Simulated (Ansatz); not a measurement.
Ti: the change of pressure and energy above lowest point with volume scale

Results calculated with Ansatz 0.2.0, not measured. Free energy against uniform scaling of the volume at fixed shape and fractions; periodic cell, basis, potentials, k mesh and filling as listed.

The cell before it is scaled or strained (space group Fm-3m, No. 225):
```
cell vectors (Å)
   0.0000     2.0300     2.0300
   2.0300     0.0000     2.0300
   2.0300     2.0300     0.0000
atoms (fractions of the cell vectors)
Ti  0.00000  0.00000  0.00000
```

Settings of every row: functional r2SCAN; dispersion none; potentials PAW; wave cutoff 600 eV; density cutoff 2400 eV; k mesh 12x12x12; k shift 0x0x0; occupations fermi dirac; smearing width 0.15 eV; spin none.

Limits: coarse k mesh, up to 40 meV an atom off.

```
row  volume scale  V (Å³/atom)  pressure (GPa)  energy above lowest point (meV/atom)
  1           0.9       15.058           20.48                                   137
  2         0.925       15.476           15.96                                  89.6
  3          0.95       15.894           11.89                                  53.3
  4         0.975       16.313            8.21                                  27.2
  5             1       16.731            4.89                                  10.1
  6         1.025       17.149             1.9                                   1.4
  7          1.05       17.567           -0.81                                     0
  8         1.075       17.986           -3.24                                   5.3
  9           1.1       18.404               ?                                     ?
```

Question: what pressure and energy above lowest point should row 9 give?

Worked fit of pressure. Take u = (V_r/V)^(2/3) − 1 with V_r = 16.522 Å³ an atom, which is twice the finite (Eulerian) strain; such expansions in the strain, on which the Birch-Murnaghan equation of state is built, carry the rest volume and the bulk modulus. The shown rows have u = 0.06381, 0.04457, 0.02617, 0.00852, -0.00835, -0.02453, -0.04006, -0.05503. Least squares give pressure = 6.506 + 196.53 × u + 351.6 × u² GPa; a straight line predicts inner rows, each left out in turn, worse (root mean square 0.41 against 0.0056 GPa). The rows lie off it by 0.00, 0.00, 0.00, 0.00, 0.00, 0.00, -0.01, 0.00. The pressure vanishes at u = -0.0353, or V = 17.44 Å³ an atom, and there the bulk modulus at fixed shape and fractions is B = −V dP/dV = (2/3)(1 + u) dP/du = 110 GPa. The withheld row has u = -0.06939, so the fit gives 6.506 + 196.53 × (-0.06939) + 351.6 × (-0.06939)² = -5.44 GPa.

The calculation gave -5.44 GPa. The fit meets it to the printed digit. This row lies beyond the range of the fit.

Worked fit of energy above lowest point. Take u = (V_r/V)^(2/3) − 1 with V_r = 16.522 Å³ an atom, which is twice the finite (Eulerian) strain; such expansions in the strain, on which the Birch-Murnaghan equation of state is built, carry the rest volume and the bulk modulus. The shown rows have u = 0.06381, 0.04457, 0.02617, 0.00852, -0.00835, -0.02453, -0.04006, -0.05503. Least squares give energy above lowest point = 17.58 + 1005.6 × u + 13921 × u² − 5471 × u³ meV/atom; a parabola predicts inner rows, each left out in turn, worse (root mean square 0.29 against 0.058 meV/atom). The rows lie off it by 0.0, 0.0, 0.0, 0.0, -0.1, 0.0, 0.0, 0.0. Its lowest point lies at u = -0.0354, or V = 17.44 Å³ an atom, and the curvature there gives the bulk modulus at fixed shape and fractions, B = (4/9)(1 + u)² E″(u)/V = 110 GPa. The withheld row has u = -0.06939, so the fit gives 17.58 + 1005.6 × (-0.06939) + 13921 × (-0.06939)² − 5471 × (-0.06939)³ = 16.7 meV/atom.

The calculation gave 16.7 meV/atom. The fit meets it to the printed digit. This row lies beyond the range of the fit.
